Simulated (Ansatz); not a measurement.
A series in volume scale on Ta

All results are calculated (Ansatz 0.2.0). Periodic Kohn-Sham DFT of a crystal at fixed atoms, scaled to volume_scale times the given cell; pressure positive in compression, energy less spherical unpolarised free atoms, largest_vzz the field gradient of largest size among the nuclei.

The cell before it is scaled or strained (space group Im-3m, No. 229):
```
Ta
1.0
     -1.6513     1.6513     1.6513
      1.6513    -1.6513     1.6513
      1.6513     1.6513    -1.6513
Ta
1
Direct
  0.00000 0.00000 0.00000
```

Settings of every row: method all-electron LAPW; functional PBEsol; relativity scalar; k mesh 15x15x15; filling fermi-dirac; smearing width 0.05 eV; basis error target 0.25 meV/atom; nucleus gaussian.

Atom start moment: 0 on all atoms.

Limits: no spin-orbit coupling on heavy atoms.

```csv
row,volume scale,V (Å³/atom),pressure (GPa),energy less free atoms (eV/atom)
1,0.94,16.93,9.119,-10.454
2,0.96,17.291,?,?
3,0.98,17.651,-0.159,-10.4735
4,0.99,17.831,-2.201,-10.4721
5,1,18.01,-4.14,-10.4686
6,1.01,18.191,-5.981,-10.4629
7,1.02,18.371,-7.731,-10.4552
8,1.04,18.731,-10.98,-10.4341
9,1.06,19.092,-13.927,-10.406
```

Question: what pressure and energy less free atoms should row 2 give?

Worked fit of pressure. Take u = (V_r/V)^(2/3) − 1 with V_r = 18.101 Å³ an atom, which is twice the finite (Eulerian) strain; such expansions in the strain, on which the Birch-Murnaghan equation of state is built, carry the rest volume and the bulk modulus. The shown rows have u = 0.0456, 0.01692, 0.01007, 0.00337, -0.0033, -0.00982, -0.02255, -0.03491. Least squares give pressure = −5.0747 + 278.443 × u + 718.58 × u² GPa; a straight line predicts inner rows, each left out in turn, worse (root mean square 0.37 against 0.0093 GPa). The rows lie off it by 0.003, -0.001, -0.003, -0.012, 0.005, 0.009, 0.008, -0.008 (root mean square 0.007 GPa). The pressure vanishes at u = 0.0174, or V = 17.64 Å³ an atom, and there the bulk modulus at fixed shape and fractions is B = −V dP/dV = (2/3)(1 + u) dP/du = 206 GPa. The withheld row has u = 0.03099, so the fit gives −5.0747 + 278.443 × (0.03099) + 718.58 × (0.03099)² = 4.244 GPa.

The calculation gave 4.252 GPa. The fit lies 0.008 GPa (0.035 % of the column's range) below it; its largest miss of a shown row is 0.012 GPa.

Worked fit of energy less free atoms. Take u = (V_r/V)^(2/3) − 1 with V_r = 18.101 Å³ an atom, which is twice the finite (Eulerian) strain; such expansions in the strain, on which the Birch-Murnaghan equation of state is built, carry the rest volume and the bulk modulus. The shown rows have u = 0.0456, 0.01692, 0.01007, 0.00337, -0.0033, -0.00982, -0.02255, -0.03491. Least squares give energy less free atoms = −10.46599 − 0.8591 × u + 24.608 × u² eV/atom; a straight line predicts inner rows, each left out in turn, worse (root mean square 0.013 against 2.9e-05 eV/atom). All shown rows lie on it to the printed digit. Its lowest point lies at u = 0.0175, or V = 17.64 Å³ an atom, and the curvature there gives the bulk modulus at fixed shape and fractions, B = (4/9)(1 + u)² E″(u)/V = 206 GPa. The withheld row has u = 0.03099, so the fit gives −10.46599 − 0.8591 × (0.03099) + 24.608 × (0.03099)² = -10.4690 eV/atom.

The calculation gave -10.469 eV/atom. The fit meets it to the printed digit.
